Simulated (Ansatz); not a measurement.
## Cu: energy above lowest point and pressure against volume scale

All results are calculated (Ansatz 0.2.0). Free energy against uniform scaling of the volume at fixed shape and fractions; periodic cell, basis, potentials, k mesh and filling as listed.

The cell before it is scaled or strained (space group P6_3/mmc, No. 194):
```
cell vectors (Å)
   2.5425     0.0000     0.0000
  -1.2713     2.2019     0.0000
   0.0000     0.0000     4.1262
atoms (fractions of the cell vectors)
Cu  0.33333  0.66667  0.25000
Cu  0.66667  0.33333  0.75000
```

Settings of every row: functional LDA; dispersion none; potentials PAW; wave cutoff 510 eV; density cutoff 2040 eV; k mesh 13x13x7; k shift 0x0x0; occupations fermi dirac; smearing width 0.05 eV; spin none; SCF threshold exponent -10.

Limits: coarse k mesh, up to 40 meV an atom off; the cell comes from a prototype or a list of computed structures and needn't be the stable phase.

```
row  volume scale  V (Å³/atom)  energy above lowest point (meV/atom)  pressure (GPa)
  1        0.9406       10.864                                     0            0.38
  2        0.9703       11.207                                   5.3           -5.12
  3             1        11.55                                  21.2           -9.66
  4        1.0297       11.893                                     ?               ?
  5        1.0594       12.236                                  78.2          -16.49
```

Question: what energy above lowest point and pressure should row 4 give?

Worked fit of energy above lowest point. Take u = (V_r/V)^(2/3) − 1 with V_r = 11.379 Å³ an atom, which is twice the finite (Eulerian) strain; such expansions in the strain, on which the Birch-Murnaghan equation of state is built, carry the rest volume and the bulk modulus. The shown rows have u = 0.03136, 0.01021, -0.00989, -0.04726. Least squares give energy above lowest point = 12.08 − 790.1 × u + 12890 × u² meV/atom; a straight line predicts inner rows, each left out in turn, worse (root mean square 12 against 0.12 meV/atom). The rows lie off it by 0.0, -0.1, 0.0, 0.0. Its lowest point lies at u = 0.0306, or V = 10.88 Å³ an atom, and the curvature there gives the bulk modulus at fixed shape and fractions, B = (4/9)(1 + u)² E″(u)/V = 179 GPa. Letting shape and atoms relax would as a rule lower it, by much in layered, chain or molecular crystals. The withheld row has u = -0.02902, so the fit gives 12.08 − 790.1 × (-0.02902) + 12890 × (-0.02902)² = 45.9 meV/atom.

The calculation gave 46.1 meV/atom. The fit lies 0.2 meV/atom (0.26 % of the column's range) below it; its largest miss of a shown row is 0.1 meV/atom.

Worked fit of pressure. Take u = (V_r/V)^(2/3) − 1 with V_r = 11.379 Å³ an atom, which is twice the finite (Eulerian) strain; such expansions in the strain, on which the Birch-Murnaghan equation of state is built, carry the rest volume and the bulk modulus. The shown rows have u = 0.03136, 0.01021, -0.00989, -0.04726. Least squares give pressure = −7.503 + 226.85 × u + 777.4 × u² GPa; a straight line predicts inner rows, each left out in turn, worse (root mean square 0.75 against 0.028 GPa). The rows lie off it by 0.00, -0.01, 0.01, 0.00. The pressure vanishes at u = 0.0300, or V = 10.89 Å³ an atom, and there the bulk modulus at fixed shape and fractions is B = −V dP/dV = (2/3)(1 + u) dP/du = 188 GPa. Letting shape and atoms relax would as a rule lower it, by much in layered, chain or molecular crystals. The withheld row has u = -0.02902, so the fit gives −7.503 + 226.85 × (-0.02902) + 777.4 × (-0.02902)² = -13.43 GPa.

The calculation gave -13.41 GPa. The fit lies 0.02 GPa (0.12 % of the column's range) below it; its largest miss of a shown row is 0.01 GPa.
